\textbf{Question.} I run nitroxide-mediated polymerisation of n-butyl acrylate (BA) at 393 K from an alkoxyamine. I keep reading that $\ln([M]_0/[M])$ should grow as $t^{2/3}$ because of the persistent radical effect. Some sources have $3k_t$ in the formula and others $6k_t$, my plots with a little added nitroxide are straight lines in $t$, and styrene with TEMPO is said not to follow the law at all. Where does the law come from, when does it hold, and why does BA behave so differently from styrene?

\textbf{Answer.} The law holds in a window of time whose two edges follow from the rate equations. Whether you see it depends on where your polymerisation falls relative to that window, and on whether added nitroxide or an outside radical source overrides the nitroxide that termination builds up.

\section*{Model and convention}

Let $I$ be the concentration of all dormant species (the alkoxyamine and every capped chain, given one common pair of rate coefficients), $R$ that of the transient radicals, $Y$ that of the free nitroxide and $M$ that of monomer. Only R self-terminates, with radicals lost at the rate $2k_tR^2$:
\begin{align}
\dot R &= k_d I - k_c R Y - 2k_t R^2, \label{eq:R}\\
\dot Y &= k_d I - k_c R Y, \label{eq:Y}\\
\dot M &= -k_p R M .
\end{align}
Nitroxide is conserved, so $I+Y=I_0$ when none is added. Fischer's treatment of 1997 writes the loss as $k_tR^2$; his $k_t$ is twice the one used here, which turns every $6k_t$ below into $3k_t$. The physics is the same. Subtracting (\ref{eq:R}) from (\ref{eq:Y}) gives the exact relation
\begin{equation}
\frac{d}{dt}(Y-R)=2k_tR^2 , \label{eq:diff}
\end{equation}
so $Y-R$ counts the chains lost to termination. Each loss leaves one nitroxide without a partner, and that excess suppresses R.

\section*{The power laws}

Make three approximations: dissociation and capping nearly balance, $RY=KI$ with $K=k_d/k_c$; $R\ll Y$; and $Y\ll I_0$, so that $I\simeq I_0$. Equation (\ref{eq:diff}) becomes $Y^2\dot Y=2k_tK^2I_0^2$, which integrates to
\begin{align}
Y &= \left(6k_tK^2I_0^2\,t\right)^{1/3}, \qquad
R=\frac{KI_0}{Y}=\left(\frac{KI_0}{6k_t}\right)^{1/3}t^{-1/3}, \label{eq:pl}\\
L &\equiv \ln\frac{M_0}{M}=k_p\int_0^t R\,dt'=\frac32\,k_p\left(\frac{KI_0}{6k_t}\right)^{1/3}t^{2/3}. \label{eq:L}
\end{align}

Each approximation can be tested on the solution. By (\ref{eq:Y}) the relative imbalance between dissociation and capping is $\dot Y/(k_dI_0)$. With $y=Y/I_0$ the three small quantities are
\begin{equation}
\frac{\dot Y}{k_dI_0}=\left(\frac{t_1}{t}\right)^{2/3},\qquad
\frac{R}{Y}=\left(\frac{t_x}{t}\right)^{2/3},\qquad
y=\left(\frac{t}{t_2}\right)^{1/3},
\end{equation}
\begin{equation}
t_1=\frac{1}{3k_c}\sqrt{\frac{2k_t}{k_dI_0}},\qquad
t_x=\frac{1}{6k_t\sqrt{KI_0}},\qquad
t_2=\frac{I_0}{6k_tK^2}.
\end{equation}
The window is $t_{\rm on}\ll t\ll t_2$ with $t_{\rm on}=\max(t_1,t_x)$, and
\begin{equation}
\frac{t_1}{t_2}=\epsilon^{3/2},\quad \epsilon=\frac{2k_tK}{k_cI_0};\qquad \frac{t_x}{t_2}=\left(\frac{K}{I_0}\right)^{3/2}.
\end{equation}
The condition $\epsilon\ll1$ is the familiar $K\ll I_0k_c/k_t$. It must be joined by $K\ll I_0$, which is the stricter of the two when $k_c>2k_t$. The imbalance equals $\epsilon/y^2$ and falls while $y$ rises; the two are equal at $y=\epsilon^{1/3}$, so $\epsilon^{1/3}$ is the size of the corrections at the best moment, and it is this root that has to be small.

The approximation $I\simeq I_0$ can be dropped. With $R=K(1-y)/y$, $I_0\dot y=2k_tR^2$ and $dL=k_pR\,dt=k_pI_0\,dy/(2k_tR)$,
\begin{align}
\frac{2k_tK^2t}{I_0} &= \int_0^y\!\frac{u^2\,du}{(1-u)^2}=\frac{1}{1-y}+2\ln(1-y)-(1-y)=\frac{y^3}{3}+\frac{y^4}{2}+\dots, \label{eq:f}\\
\frac{2k_tKL}{k_pI_0} &= \int_0^y\!\frac{u\,du}{1-u}=-\ln(1-y)-y=\frac{y^2}{2}+\frac{y^3}{3}+\dots \label{eq:g}
\end{align}
The leading terms return (\ref{eq:pl}) and (\ref{eq:L}).

\section*{Three figures of merit}

For a target $L$, the power laws give the time $t_L$, the fraction $y_L$ of chains lost, and the mean number $n_L=k_dt_L$ of activations per chain:
\begin{equation}
t_L=\left(\frac{2L}{3k_p}\right)^{3/2}\!\sqrt{\frac{6k_t}{KI_0}},\qquad
y_L=\sqrt{\frac{4k_tKL}{k_pI_0}},\qquad
n_L=\left(\frac{2L}{3}\right)^{3/2}\!\sqrt{\frac{6k_tk_dk_c}{k_p^3I_0}} . \label{eq:fom}
\end{equation}
Rate and livingness depend on the ratio $k_d/k_c$; the number of cycles, which governs how evenly the chains grow, depends on the product $k_dk_c$. The product of the first two does not contain $K$:
\begin{equation}
t_L\,y_L=\frac83\,\frac{L^2k_t}{k_p^2I_0}. \label{eq:prod}
\end{equation}
The nitroxide therefore trades speed against livingness along a hyperbola fixed by the monomer's $k_p^2/k_t$. A constant radical concentration $R=L/(k_pt)$ loses $2k_tR^2t/I_0$ and has 2 in place of $8/3$, so the decaying $R$ costs a factor $4/3$ in dead chains at equal time and conversion.

If radicals also enter from outside at the rate $R_i$, the right side of (\ref{eq:diff}) becomes $2k_tR^2-R_i$. The power law needs $R_i\ll R_i^*=2k_tR^2=Y/(3t)$, and I evaluate $R_i^*$ at $t_L$. In the opposite case $Y$ stops growing and $R$ settles at $R_{ss}=\sqrt{R_i/2k_t}$; the power-law $R$ crosses that level at $t_i=KI_0/(6k_tR_{ss}^3)$.

\section*{Five systems at 393 K}

The inputs below are rounded, approximate values of typical size. Row B is an order-of-magnitude choice and row E an illustrative labile adduct with a methacrylate-like $k_p$. All rows share $I_0=0.050$ M and $k_t=1\times10^{8}$ M$^{-1}$s$^{-1}$, held constant so that the differences come from $k_p$, $k_d$ and $k_c$ alone. Every result is the model's.

\begin{center}
\begin{tabular}{llcccc}
\hline
 & system & $k_p$/M$^{-1}$s$^{-1}$ & $k_d$/s$^{-1}$ & $k_c$/M$^{-1}$s$^{-1}$ & $K$/M\\
\hline
A & BA/SG1 & $9\times10^{4}$ & $7\times10^{-3}$ & $4\times10^{7}$ & $1.75\times10^{-10}$\\
B & BA/TEMPO & $9\times10^{4}$ & $5\times10^{-5}$ & $5\times10^{8}$ & $1.0\times10^{-13}$\\
C & styrene/SG1 & $2\times10^{3}$ & $3\times10^{-3}$ & $5\times10^{5}$ & $6.0\times10^{-9}$\\
D & styrene/TEMPO & $2\times10^{3}$ & $1\times10^{-3}$ & $8\times10^{7}$ & $1.25\times10^{-11}$\\
E & labile adduct & $3\times10^{3}$ & $1\times10^{-1}$ & $1\times10^{5}$ & $1.0\times10^{-6}$\\
\hline
\end{tabular}
\end{center}

For 90 per cent conversion, $L=\ln10$, with no added nitroxide and no outside radicals:

\begin{center}
\begin{tabular}{lcccccc}
\hline
 & $t_{\rm on}$/s & $t_2$/s & $t_{90}$/s & $y_{90}$ & $n_{90}$ & $R_i^*$/M s$^{-1}$\\
\hline
A & $6.3\times10^{-3}$ & $2.7\times10^{9}$ & $5.8\times10^{2}$ & $6.0\times10^{-3}$ & 4.1 & $1.7\times10^{-7}$\\
B & $2.4\times10^{-2}$ & $8.3\times10^{15}$ & $2.4\times10^{4}$ & $1.4\times10^{-4}$ & 1.2 & $9.8\times10^{-11}$\\
C & 0.77 & $2.3\times10^{6}$ & $3.0\times10^{4}$ & 0.24 & 90 & $1.3\times10^{-7}$\\
D & $8.3\times10^{-3}$ & $5.3\times10^{11}$ & $6.6\times10^{5}$ & $1.1\times10^{-2}$ & $6.6\times10^{2}$ & $2.7\times10^{-10}$\\
E & 0.67 & 83 & $(1.3\times10^{3})$ & (2.5) & $(1.3\times10^{2})$ & --\\
\hline
\end{tabular}
\end{center}
Only in row B is $k_c>2k_t$, so its onset is $t_x$; the others start at $t_1$. Brackets mark formal values beyond $t_2$.

\textbf{Row A.} Here $\epsilon^{1/3}=2.6\times10^{-3}$, the window spans more than eleven decades, and the whole polymerisation lies deep inside it. Equation (\ref{eq:pl}) reads $R=2.4\times10^{-7}\,{\rm M}\,(t/{\rm s})^{-1/3}$ and (\ref{eq:L}) reads $L=0.033\,(t/{\rm s})^{2/3}$, which gives 90 per cent in about 10 min with $Y=3.0\times10^{-4}$ M. Few chains die, yet control is poor, because four activations are too few. Half conversion comes at 96 s, when a fraction $e^{-k_dt}=0.51$ of the original alkoxyamine has never opened. With $M_0\approx6$ M, one activation at that moment adds $k_pM/(k_cY)=41$ units on average, against $M_0/I_0=120$ for the finished chain. The $t^{2/3}$ law tests the quasi-equilibrium and says nothing on its own about dispersity.

\textbf{A against B: only the nitroxide changes.} $K$ falls by 1750, so by (\ref{eq:fom}) the time rises and the dead fraction falls by the same $\sqrt{1750}=42$, and their product stays at the 3.5 s of (\ref{eq:prod}). The cycle number drops to 1.2 since $k_dk_c$ is also smaller. The weak point of B is the scale of $Y$: the self-generated level at 90 per cent is $7.2\times10^{-6}$ M, so a trace of free TEMPO from any other source takes over, as the next section shows.

\textbf{A against C: the monomer changes.} $k_p$ falls by 45 and $K$ rises by 34. The time goes as $k_p^{-3/2}K^{-1/2}$ and grows by 52; the dead fraction goes as $(K/k_p)^{1/2}$, both changes act the same way, and it grows by 39. The product (\ref{eq:prod}) is $7.1\times10^{3}$ s for styrene. The cycle number rises by 22 even though $k_dk_c$ is smaller, because $k_p$ enters it as the power $-3/2$ and $k_dk_c$ only as $+1/2$. This is the main contrast you asked about: for a fast monomer such as BA the scarce quantity is the number of cycles, for a slow one such as styrene it is livingness. At $y=0.24$ the leading term no longer suffices; (\ref{eq:g}) gives $y_{90}=0.22$ and (\ref{eq:f}) gives $t_{90}=3.4\times10^{4}$ s, 13 per cent above the power law.

\textbf{C against D: outside radicals.} TEMPO lowers $K$ by 480, so D is 22 times slower and 22 times more living than C, on paper. Styrene also generates radicals thermally. I take $R_i=4\times10^{-8}$ M s$^{-1}$, chosen so that $R_{ss}=1.4\times10^{-8}$ M and $k_pR_{ss}$ corresponds to about 10 per cent per hour, the typical size of the thermal rate at this temperature. For D, $t_i=3.7\times10^{2}$ s, minute against $t_{90}$, and $R_i/R_i^*=1.5\times10^{2}$. The rate is then set by $R_i$ and is independent of $K$ and $I_0$, and constant $R_i$ would give 90 per cent at $8.1\times10^{4}$ s. For C, $t_i=1.8\times10^{5}$ s lies beyond $t_{90}$, and $R_i/R_i^*=(t/t_i)^{2/3}$ reaches 0.31 only at the end. Self-initiation falls steeply as monomer is consumed, so a constant $R_i$ overstates both that ratio and the late rate in D. The same monomer thus follows the power law approximately with the large $K$ and not at all with the small one, since $R_i^*\propto K$ at fixed conversion.

\textbf{Row E.} With $\epsilon=0.040$ the textbook inequality looks satisfied, but $\epsilon^{1/3}=0.34$, and the power-law imbalance $\epsilon/y^2$ falls below unity only for $y>\sqrt\epsilon=0.20$, so the law cannot begin before about a fifth of $I_0$ is spent. Since $\dot Y\le k_dI$ by (\ref{eq:Y}), at most $1-e^{-k_dt_1}=0.064$ of $I_0$ is spent at $t_1$, and reaching $y=0.20$ takes at least $-\ln(1-\sqrt\epsilon)/k_d=2.2$ s. No clean power law exists. The formal $y_{90}>1$ signals that the dormant pool runs out first: (\ref{eq:g}) puts the loss at 0.98 by 90 per cent conversion.

\section*{Added nitroxide: why your plots are straight}

With free nitroxide $Y_0$ added to the alkoxyamine $I_0$, and $Y-Y_0\ll I_0$, only the integration constant changes:
\begin{equation}
Y^3=Y_0^3+6k_tK^2I_0^2t,\qquad
L=\frac{k_p\,(Y^2-Y_0^2)}{4k_tKI_0},\qquad
t_0=\frac{Y_0^3}{6k_tK^2I_0^2}. \label{eq:Y0}
\end{equation}
For $t\gg t_0$ this is the power law, and for $t\ll t_0$ it is $L=k_pKI_0t/Y_0$, linear in time and free of $k_t$. The local exponent is $\nu=d\ln L/d\ln t=k_pKI_0t/(YL)$, and the dead fraction is $(Y-Y_0)/I_0$. For the inputs of row A:

\begin{center}
\begin{tabular}{ccccccc}
\hline
$I_0$/M & $Y_0/I_0$ & $t_0$/s & $t_{90}$/s & dead fraction & $n_{90}$ & $\nu(t_{90})$\\
\hline
0.010 & 0 & 0 & $1.3\times10^{3}$ & $1.3\times10^{-2}$ & 9.1 & 0.67\\
0.050 & 0 & 0 & $5.8\times10^{2}$ & $6.0\times10^{-3}$ & 4.1 & 0.67\\
0.050 & 0.005 & $3.4\times10^{2}$ & $9.5\times10^{2}$ & $2.8\times10^{-3}$ & 6.7 & 0.83\\
0.050 & 0.05 & $3.4\times10^{5}$ & $7.3\times10^{3}$ & $3.6\times10^{-4}$ & 51 & 1.00\\
\hline
\end{tabular}
\end{center}
By (\ref{eq:Y0}), $Y^2=Y_0^2+(y_LI_0)^2$ at the target conversion, so the regime is decided by $Y_0/I_0$ against $y_L$ of (\ref{eq:fom}). Because a large $k_p$ makes $y_L$ small, BA leaves the power law at a fraction of a per cent of free nitroxide, while row C would need tens of per cent. Half a per cent, the level of a modest impurity, already moves the exponent halfway to 1. Five per cent makes the plot straight, stretches the run to 2.0 h, and buys 51 cycles in place of four, which is the kinetic reason for adding it. Diluting the alkoxyamine fivefold gains only $\sqrt5$ in cycles and costs $\sqrt5$ in dead chains. For row B, 1 per cent of free TEMPO raises the model's $t_{90}$ to $2.6\times10^{6}$ s, about 30 days, which on a laboratory time scale is a stalled reaction. Acrylates with TEMPO typically do stall at low conversion, so the $2.4\times10^{4}$ s of row B describes an ideal mechanism and is far too short for the real pair.

\section*{What the scheme omits for BA}

At 393 K the secondary chain-end radical of an acrylate backbites to a tertiary mid-chain radical, which returns to a chain end by slow monomer addition. With approximate values $k_{bb}=3\times10^{3}$ s$^{-1}$ and $k_p^{t}=2\times10^{2}$ M$^{-1}$s$^{-1}$, balancing the two fluxes gives $r=R_t/R_s=k_{bb}/(k_p^tM_0)=2.5$, so the neglected radicals outnumber the ones kept. If little of the dormant pool is tied up as mid-chain adduct, $R_s=KI_0/Y$ still holds and propagation is still $k_pR_sM$, but termination draws on both populations. Were all pairs equally reactive, the loss would be $2k_t(R_s+R_t)^2$, that is $k_t\to k_t(1+r)^2\approx12\,k_t$. In the power-law regime $t_{90}$ and $y_{90}$ scale as $k_t^{1/2}$ and both rise by 3.5, the time to $2.0\times10^{3}$ s. In the 5 per cent run, (\ref{eq:Y0}) with the same replacement gives $7.6\times10^{3}$ s, a change of 4 per cent. Slower termination of the hindered radicals reduces the factor; the growth of $r$ as $M$ falls raises it and bends the exponent below $2/3$. A $k_t$ that falls with chain length and viscosity bends it the other way. The power-law times for BA are thus good to a factor of a few, and a fitted exponent near $2/3$ does not by itself fix $K/k_t$.

As typical knowledge, isothermal BA runs with a few per cent of free SG1 near this temperature take hours, so the model's 2.0 h has the usual order and tends to be short, by up to a factor of a few; smaller values of $K$ than the one in row A are also in use, and the linear regime scales as $1/K$. This is no test of the model, since such $K$ values are commonly extracted from the slope $k_pKI_0/Y_0$ of these very plots. The model's dead fractions count radical--radical termination only and are typically too low for real BA by an order of magnitude or more, because chain transfer, scission of mid-chain radicals and nitroxide side reactions also end chains. A bulk run as fast as row A would, in addition, hardly remain isothermal.

To place a run of your own, compare $Y_0/I_0$ with $y_L$, $R_i$ with $R_i^*$, and $y_L$ and $\epsilon^{1/3}$ with unity. The two regimes also respond differently to $I_0$: the slope of $L$ against $t^{2/3}$ scales as $I_0^{1/3}$, whereas the slope of $L$ against $t$ in the linear regime depends only on $I_0/Y_0$.